Question

The band gap of zinc selenide is computed with the G₀W₀ method on top of PBE orbitals. The method finds the energy needed to take an electron out of the crystal and the energy gained by putting one in, and it lets the other electrons respond to the change. This response is built from two ingredients: a set of plane waves, which describe ripples in the electron density, and a list of bands, whose empty members are the states into which electrons can be excited. In the table the sweep value is the number of bands divided by the number of these plane waves. Crystal, mesh and plane-wave set stay fixed.

GPAW 26.7.0, G₀W₀ on PBE orbitals with a plasmon-pole model, for zinc-blende ZnSe (two-atom cell, 4×4×4 k mesh, no spin–orbit coupling). PAW data sets are gpaw-data 1.2.1, with plane-wave cutoffs of 500 eV for the orbitals and 120 eV for the response. The sweep value is the number of bands per plane wave of the response, and the gap is the quasiparticle gap.

```
sweep value  gap (eV)
       0.15     2.529
       0.25     2.443
        0.4     2.425
        0.6     2.424
        0.8     2.430
          1     2.426
        1.4     2.424
```

(a) Where does the calculation fail, and how can the failure be recognised without knowing the correct gap?
(b) Why does a short list of bands spoil the gap?
(c) A colleague computes only the first two rows and extrapolates, assuming that the error falls as 1/N, where N is the number of bands. Justify this law, predict the gap at sweep value 1, and judge the result.
(d) What may be concluded from the flat part of the table?

Model answer

(a) The calculation fails at the smallest sweep value. The gap there is about 0.1 eV larger than in the row with the most bands. The sign of failure is the reaction to more bands: going from 0.15 to 0.25 lowers the gap by 86 meV, although nothing about the crystal has changed. The next step lowers it by only 18 meV, and from 0.4 on all rows lie within 6 meV of one another.

(b) An electron added to the crystal repels the others, which move aside and weaken its field. This is screening. In quantum mechanics, electrons move aside by mixing some empty states into the occupied ones. If the list of empty states is short, the electrons have too few ways to move, and the computed crystal is too stiff.

The stiffness is worst for fine ripples. To form a ripple of short wavelength, an electron must be scattered into a state of high momentum, and such a state has high kinetic energy. The plane waves used here reach 120 eV, which by an estimate from the cell volume amounts to about 136 of them. At sweep value 0.15 only some 20 bands are kept, and a free-electron estimate puts the highest of them near 34 eV above the bottom of the free-electron band, which lies well below the valence edge. The true reach is likely lower still, since five of these bands are flat zinc 3d bands. The calculation therefore provides for fine ripples but leaves out most of the states needed to produce them.

Even these 20 bands are not all available for the response. At least nine are occupied: five from the zinc 3d shell, one from selenium 4s and three that form the upper valence band. At most about eleven empty bands remain. The first row thus lacks not just a remote tail of fast electrons but also fairly low-lying states, which are cheap to excite and should matter more.

The direction of the error fits this picture. Without screening, as in Hartree–Fock theory, gaps of semiconductors come out far too wide, and screening narrows them. Through screening, added low-lying bands are therefore expected to lower the gap, and the gap does fall between the first rows. The same bands also act in a second way, since coupling to higher states pushes both band edges down by unequal amounts. The fall of the gap shows that the conduction edge sinks relative to the valence edge, but it does not separate these two contributions. Nor is the sign general. Where the valence edge is made of compact orbitals, as in oxides such as ZnO, it is expected to sink faster than the conduction edge, and the gap then widens as bands are added.

(c) Suppose that all omitted states are fast and nearly free. A ripple of wave number G then enters with three factors. The Coulomb interaction acts twice, once to create the ripple and once to feel it, which gives 1/G⁴. The energy cost of the excitation grows as G², which gives another 1/G². The number of ripples between G and G + dG grows as G² dG. Everything beyond the largest wave number kept, K, adds up to

error ∝ ∫ G² · G⁻⁴ · G⁻² dG = ∫ G⁻⁴ dG ∝ 1/K³

The number of states up to K grows as K³, so the error falls as 1/N. With the plane-wave set fixed, N is proportional to the sweep value x. The integral then ends at the finest ripple in the set instead of running on for ever. If the momentum of the occupied states is neglected, this changes only a constant, and the law may be tried up to about x = 1. That momentum blurs the limit, so the tail is expected to fade out gradually rather than stop there. The colleague's formula is

gap(x) = A + B/x

The two computed rows fix the slope:

B = (2.529 − 2.443) eV / (1/0.15 − 1/0.25) = 0.086 eV / 2.667 = 0.032 eV

Going from x = 0.25 to x = 1 lowers 1/x from 4 to 1. The prediction is

gap(1) = 2.443 eV − 3 × 0.032 eV ≈ 2.35 eV

The computed value, which played no part in fixing the line, is 2.426 eV. The extrapolated gap is too small by about 0.08 eV. The colleague would have done better to keep the second row as it stands, since it lies only 17 meV above the same value.

The law probably fails here partly because it is used too early. Its derivation assumes that only fast, nearly free electrons are left out, whereas the step from 20 to 34 bands adds states that still feel the crystal strongly. Their large, one-time contribution is mistaken for the start of a long tail. This cannot be the whole story, because no tail appears later either: from 0.4 to 1 the gap goes from 2.425 to 2.426 eV while 1/x falls from 2.5 to 1. The expected reason is that the tail shifts both band edges in a similar way, so that much of it cancels in the gap. The table lists no band edges and cannot confirm this.

A third row exposes the mistake. If the law held, every pair of neighbouring rows up to x = 1 would give the same B. The rows at 0.25 and 0.4 give 0.018 eV / 1.5 = 0.012 eV, little more than a third of the first slope.

(d) The flat part shows that, with this set of plane waves, the list of bands is long enough from 0.4 on for an accuracy of about 10 meV in the gap. The two band edges taken separately are expected to converge much more slowly, and a flat gap says nothing about them. For a tolerance of 50 meV, 0.25 is enough. The cause of the small rise at 0.8 is not settled by the table. It may come from a band list that ends inside a group of degenerate states, or from edge shifts that do not cancel evenly. Differences of that size should not be used to rank the settings.

The flat part does not show that 2.42 eV is the final G₀W₀ gap. Ripples finer than the 120 eV limit are absent from every row, and no number of bands brings them back. To include them, the plane-wave set must be enlarged and the list of bands lengthened with it.

Remarks on the reasoning

The answer to (b) turns on the match between two lists, and this tells what to carry over to another calculation. If the cell is doubled to hold four atoms, the same energy limit admits twice as many plane waves, and each band of the small cell becomes two. The 54 or so bands that suffice here would then have to become about 109. The ratio carries over, while the bare number of bands does not. For another material the ratio is a starting value to be tested again.

In (c) a good answer separates the law from its use. The 1/N tail is sound theory for distant states when the plane-wave set grows along with the list of bands. The table cannot test that case, because its plane-wave set is fixed. What the table refutes is the use of the law from 20 and 34 bands. A least-squares fit to all seven rows with a free power of x instead of 1/x follows the gaps to about 2 meV and gives a power near 3.6. That power rests mainly on how far the first two rows lie above the plateau and should not be read as a law of nature.

A common error in (d) is to compare the flat value with a measured gap and to credit or blame the method. The simplified frequency dependence of the screening, the PBE starting orbitals and the neglect of spin-orbit coupling all shift the absolute value. The 4×4×4 mesh is a usual working choice, not a converged limit, and a gap read from a mesh can miss the true band edges. The lattice is static, so the effect of atomic vibrations is left out. The makers of the data also warn of incomplete optical matrix elements, which may affect the screening at long wavelengths and hence the gap itself. That warning comes from their tests on other systems; none of the runs here reported it. The sweep tests one source of error, the length of the list of bands, and its verdict holds for that source alone.
